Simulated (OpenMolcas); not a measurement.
**How basis sets differ on C2H2AlCl (SMILES Cl[C]1=[CH][AlH]1)**

C2H2AlCl has 6 atoms, charge 0, and is taken as a singlet. SMILES: `Cl[C]1=[CH][AlH]1`. The shape comes from GFN2-xTB, which is rough for such elements, and wasn't checked as a minimum.

Quantity: the dipole moment, in D. The values are calculated.

| level | kind | program | value (D) | CPU time |
| --- | --- | --- | --- | --- |
| HF/STO-3G | Hartree–Fock | OpenMolcas | 5.56 | 1.7 s |
| HF/3-21G | Hartree–Fock | OpenMolcas | 3.82 | 2 s |
| HF/def2-SVP | Hartree–Fock | OpenMolcas | 3.35 | 4.3 s |
| HF/6-311+G** | Hartree–Fock | OpenMolcas | 3.69 | 16 s |

The values span 3.35 to 5.56 D. Sets without polarisation functions give poor dipoles. Times are those of the runs behind each value, whatever else they computed, on shared processors of several kinds: orders of magnitude only.

The minimal basis stands apart at 5.56 D, while the three split-valence sets lie much closer together. Their order is not a steady convergence: the dipole falls from 3-21G to def2-SVP, then rises again to 3.69 D with 6-311+G**. The closeness of 3-21G to this last value is therefore no evidence that the smaller set describes the density better.

Aluminium is much more electropositive than carbon, hydrogen or chlorine, so the dipole depends on a delicate balance of polar Al–C, Al–H and C–Cl bonds, along with π donation from the C=C bond into the formally empty aluminium 3p orbital. A minimal set has a single fixed radial function per valence orbital, which probably distorts this balance because the orbitals cannot contract or expand with the local charge. Agreement among larger sets would still establish only the Hartree–Fock limit, leaving the effect of electron correlation on the charge distribution open.
